**Diamond silicon: recovering the temperature from harmonic phonon thermodynamics**

The table holds the vibrational entropy, free energy and heat capacity at constant volume per atom of diamond Si from 100 to 1000 K, from one set of harmonic linear-response phonons (PBE, 4x4x4 q mesh, fixed volume). The program infers the temperature of six rows from the identities $dF/dT=-S$ and $dS=C_V\,d\ln T$ between neighbours, from a high-temperature expansion for single rows, and from Einstein and Debye models whose constants (466 and 621 K) come from the zero-point energy alone. The neighbour method lands within 3 K of every label, and the single-row formula is good to about 0.5 % at 600 to 800 K but 7 to 13 % too high at 200 to 400 K. Matched to the nearest of the ten temperatures, Einstein fails in 10 and Debye in 3 of 18 readings. A sum over the frequencies of the q mesh, which shares its input with the table, gives Debye-equivalent temperatures of 575, 621 and 655 K for geometric mean, mean and root mean square, which accounts for the opposite Debye errors from entropy and heat capacity.

Calculated values. Ansatz 0.2.0, PBE with PAW and plane waves (cutoff 420 eV), for diamond-structure silicon with a 12×12×12 k mesh. Harmonic vibrational quantities at a constant volume of 20.46 Å³/atom, from linear-response force constants on a 4×4×4 q mesh; the free energy includes the zero-point energy and leaves out the energy of the static lattice.

## Analysis program

```python
# Table: harmonic phonon entropy, free energy and Cv per atom of diamond Si (Ansatz 0.2.0, PBE, linear response, 4x4x4 q mesh).
# Tested: recovering T of unlabelled rows from thermodynamic identities, a high-T expansion, Einstein and Debye models.
T = {
    'temperature': [100, 200, 300, 400, 500, 600, 700, 800, 900, 1000],  # K
    'phonon_entropy': [0.505, 1.484, 2.369, 3.098, 3.702, 4.212, 4.652, 5.037, 5.38, 5.689],  # kB/atom
    'phonon_free_energy': [58.9, 50.3, 33.6, 9.9, -19.4, -53.6, -91.8, -133.6, -178.5, -226.2],  # meV/atom
    'phonon_heat_capacity': [0.927, 1.924, 2.411, 2.641, 2.761, 2.83, 2.873, 2.902, 2.922, 2.937],  # kB/atom
}
import numpy as np
from scipy.constants import physical_constants as pc, h, c, k
from scipy.optimize import brentq
kB = pc['Boltzmann constant in eV/K'][0]*1e3; cm = h*c*100/k
t, S, F, C = (np.array(T[x], float) for x in ('temperature', 'phonon_entropy', 'phonon_free_energy', 'phonon_heat_capacity'))
ZPE = 60.24  # meV/atom, further result of the same run
# same run: star and frequencies (cm^-1) of the irreducible q points; bands at 1/4 of Gamma-X
star = [1, 8, 4, 6, 24, 12, 3, 6]; cut = [72.7, 72.7, 124.0]
om = np.array([[0, 0, 0, 502.62, 502.62, 502.62], [94.7, 94.7, 225.06, 473.72, 483.45, 483.45],
 [111.22, 111.22, 369.98, 399.24, 476.71, 476.71], [126.67, 126.67, 235.37, 461.3, 461.3, 481.79],
 [141.48, 195.78, 312.23, 402.64, 453.4, 466.91], [137.23, 192.35, 277.09, 408.88, 460.92, 475.24],
 [146.36, 146.36, 400.77, 400.77, 446.13, 446.13], [200.46, 200.46, 344.56, 344.56, 452.44, 452.44]])
u = ((np.arange(400)+0.5)/400)**(1/3)
def th(m, x0):  # returns Cv, S, F for modes (frequency in K, weight per atom)
    w, g = m; x = w/x0; e = np.exp(-x); L = np.log1p(-e)
    return np.array([g@(x*x*e/(1-e)**2), g@(x*e/(1-e)-L), kB*(g@(w/2+x0*L))])
deb = lambda a: (a*u, np.full(400, 3/400))
ok = om > 0; G = np.repeat(np.array(star)[:, None], 6, 1)/128; B = np.tile(np.arange(6), (8, 1))
w = cm*np.concatenate([om[ok]]+[a*u for a in cut])  # Gamma acoustic cell: rough Debye spheres
g = np.concatenate([G[ok], np.full(1200, 1/128/400)]); br = np.concatenate([B[ok], np.repeat([0, 1, 2], 400)])
tE, tD = ZPE/(1.5*kB), ZPE/(1.125*kB)
M = {'Einstein': (np.array([tE]), np.array([3.0])), 'Debye': deb(tD), 'q-sum': (w, g)}
Y = np.array([C, S, F]); idx = sorted([1, 2, 3, 5, 6, 7], key=lambda i: S[i])
print('rounding: S, Cv 0.0005 kB; F 0.05 meV')
print(f'theta from zero-point energy: Einstein {tE:.0f} K, Debye {tD:.0f} K; q-sum ZPE {kB*(g@w)/2:.2f} meV (run {ZPE})')
print(f'q-sum Debye-equivalent theta: geometric mean {np.exp(g@np.log(w)/3+1/3):.0f}, mean {4/9*(g@w):.0f}, rms {np.sqrt(5/9*(g@w**2)):.0f} K')
print(f'mode temperatures: TA(L) {om[2,0]*cm:.0f}, TA(X) {om[6,0]*cm:.0f}, optical Gamma {om[0,5]*cm:.0f} K')
print('A. neighbours ranked by S: dF meV, dS kB, dCv kB, dT K, T2/T1, T1 K (+- rounding), T2 K | true')
dev = []
for i, j in zip(idx[:-1], idx[1:]):
    dT = -(F[j]-F[i])/(kB*(S[i]+S[j])/2); r = np.exp((S[j]-S[i])/((C[i]+C[j])/2)); T1 = dT/(r-1)
    er = T1*(0.1/abs(F[j]-F[i])+0.001/(S[j]-S[i])*r*np.log(r)/(r-1)); dev.append(abs(T1/t[i]-1))
    print(f'{F[j]-F[i]:7.1f} {S[j]-S[i]:.3f} {C[j]-C[i]:.3f} {dT:6.1f} {r:.3f} {T1:5.0f} (+-{er:.0f}) {T1*r:5.0f} | {t[i]:.0f} {t[j]:.0f}')
print('B. single row: 6-Cv-S, T = F/(k(6-Cv-S)) K (+- rounding), error % | true')
for i in idx:
    d = 6-C[i]-S[i]; e = F[i]/(kB*d)
    print(f'{d:7.3f} {e:6.0f} (+-{e*(0.05/abs(F[i])+0.001/abs(d)):.0f}) {100*(e/t[i]-1):+5.1f} | {t[i]:.0f}')
print('C. T (K) inferred from Cv, S, F; * = nearest of all ten T is wrong')
print('true | Einstein | Debye | q-sum')
bad = {n: 0 for n in M}
for i in idx:
    s = f'{t[i]:.0f}'
    for n, m in M.items():
        s += ' |'
        for q in range(3):
            e = brentq(lambda x: th(m, x)[q]-Y[q, i], 30, 5000)
            miss = t[np.argmin(abs(t-e))] != t[i]; bad[n] += int(miss); s += f' {e:.0f}' + ('*' if miss else '')
    print(s)
print('wrong matches of 18:', ', '.join(f'{n} {v}' for n, v in bad.items()))
print('D. T | Debye theta from Cv, from S (K) | model-table Cv: Ein, Deb, q-sum | S: same (kB) | 3-Cv')
eff = np.array([[brentq(lambda a: th(deb(a), t[i])[q]-Y[q, i], 200, 1200) for q in (0, 1)] for i in range(len(t))])
R = {n: np.array([th(m, x) for x in t]).T-Y for n, m in M.items()}
for i in range(len(t)):
    print(f'{t[i]:.0f} | {eff[i,0]:.0f} {eff[i,1]:.0f} | ' + ' | '.join(' '.join(f'{R[n][q,i]:+.3f}' for n in M) for q in (0, 1)) + f' | {3-C[i]:.3f}')
print('largest |F error| meV:', ', '.join(f'{n} {abs(R[n][2]).max():.1f} at {t[abs(R[n][2]).argmax()]:.0f} K' for n in M))
for x in (100, 200, 300, 800):
    a = th((w[br < 2], g[br < 2]), x)/th((w, g), x)
    print(f'two lowest branches (1/3 of modes) at {x} K: {100*a[0]:.0f} % of Cv, {100*a[1]:.0f} % of S')
z = np.where(F > 0)[0][-1]
print(f'F = 0 near {t[z]+(t[z+1]-t[z])*F[z]/(F[z]-F[z+1]):.0f} K (linear interpolation)')
assert np.all(np.diff(S) > 0) and np.all(np.diff(F) < 0) and np.all(np.diff(C) > 0) and C.max() < 3
assert max(dev) < 0.03
assert eff[-1, 1] < tD < eff[-1, 0]
```

Running it gives:

```
rounding: S, Cv 0.0005 kB; F 0.05 meV
theta from zero-point energy: Einstein 466 K, Debye 621 K; q-sum ZPE 60.24 meV (run 60.24)
q-sum Debye-equivalent theta: geometric mean 575, mean 621, rms 655 K
mode temperatures: TA(L) 160, TA(X) 211, optical Gamma 723 K
A. neighbours ranked by S: dF meV, dS kB, dCv kB, dT K, T2/T1, T1 K (+- rounding), T2 K | true
  -16.7 0.885 0.487  100.6 1.504   199 (+-1)   300 | 200 300
  -23.7 0.729 0.230  100.6 1.335   301 (+-2)   401 | 300 400
  -63.5 1.114 0.189  201.6 1.503   401 (+-1)   603 | 400 600
  -38.2 0.440 0.043  100.0 1.167   599 (+-3)   699 | 600 700
  -41.8 0.385 0.029  100.1 1.143   702 (+-4)   802 | 700 800
B. single row: 6-Cv-S, T = F/(k(6-Cv-S)) K (+- rounding), error % | true
  2.592    225 (+-0) +12.6 | 200
  1.220    320 (+-1)  +6.5 | 300
  0.261    440 (+-4) +10.0 | 400
 -1.042    597 (+-1)  -0.5 | 600
 -1.525    699 (+-1)  -0.2 | 700
 -1.939    800 (+-1)  -0.1 | 800
C. T (K) inferred from Cv, S, F; * = nearest of all ten T is wrong
true | Einstein | Debye | q-sum
200 | 197 245 243 | 199 228 225 | 200 199 200
300 | 285 352* 345 | 290 332 327 | 300 299 299
400 | 374 462* 447 | 384 438 429 | 400 399 400
600 | 555 685* 654* | 572 652* 633 | 600 599 599
700 | 645* 797* 757* | 665 760* 735 | 698 699 699
800 | 737* 909* 860* | 760 867* 837 | 798 799 799
wrong matches of 18: Einstein 10, Debye 3, q-sum 0
D. T | Debye theta from Cv, from S (K) | model-table Cv: Ein, Deb, q-sum | S: same (kB) | 3-Cv
100 | 554 493 | -0.299 -0.185 -0.001 | -0.343 -0.215 +0.005 | 2.073
200 | 626 545 | +0.020 +0.011 -0.001 | -0.424 -0.266 +0.005 | 1.076
300 | 642 561 | +0.052 +0.032 +0.000 | -0.406 -0.255 +0.005 | 0.589
400 | 647 567 | +0.041 +0.026 -0.000 | -0.392 -0.247 +0.005 | 0.359
500 | 650 570 | +0.031 +0.020 -0.000 | -0.385 -0.242 +0.005 | 0.239
600 | 652 572 | +0.024 +0.015 +0.000 | -0.380 -0.239 +0.005 | 0.170
700 | 654 572 | +0.019 +0.012 +0.001 | -0.377 -0.237 +0.005 | 0.127
800 | 654 573 | +0.015 +0.009 +0.000 | -0.374 -0.235 +0.005 | 0.098
900 | 655 574 | +0.012 +0.008 +0.000 | -0.372 -0.234 +0.005 | 0.078
1000 | 653 574 | +0.009 +0.006 -0.000 | -0.372 -0.234 +0.005 | 0.063
largest |F error| meV: Einstein 31.2 at 1000 K, Debye 19.6 at 1000 K, q-sum 0.4 at 1000 K
two lowest branches (1/3 of modes) at 100 K: 74 % of Cv, 87 % of S
two lowest branches (1/3 of modes) at 200 K: 47 % of Cv, 67 % of S
two lowest branches (1/3 of modes) at 300 K: 40 % of Cv, 58 % of S
two lowest branches (1/3 of modes) at 800 K: 34 % of Cv, 46 % of S
F = 0 near 434 K (linear interpolation)
```
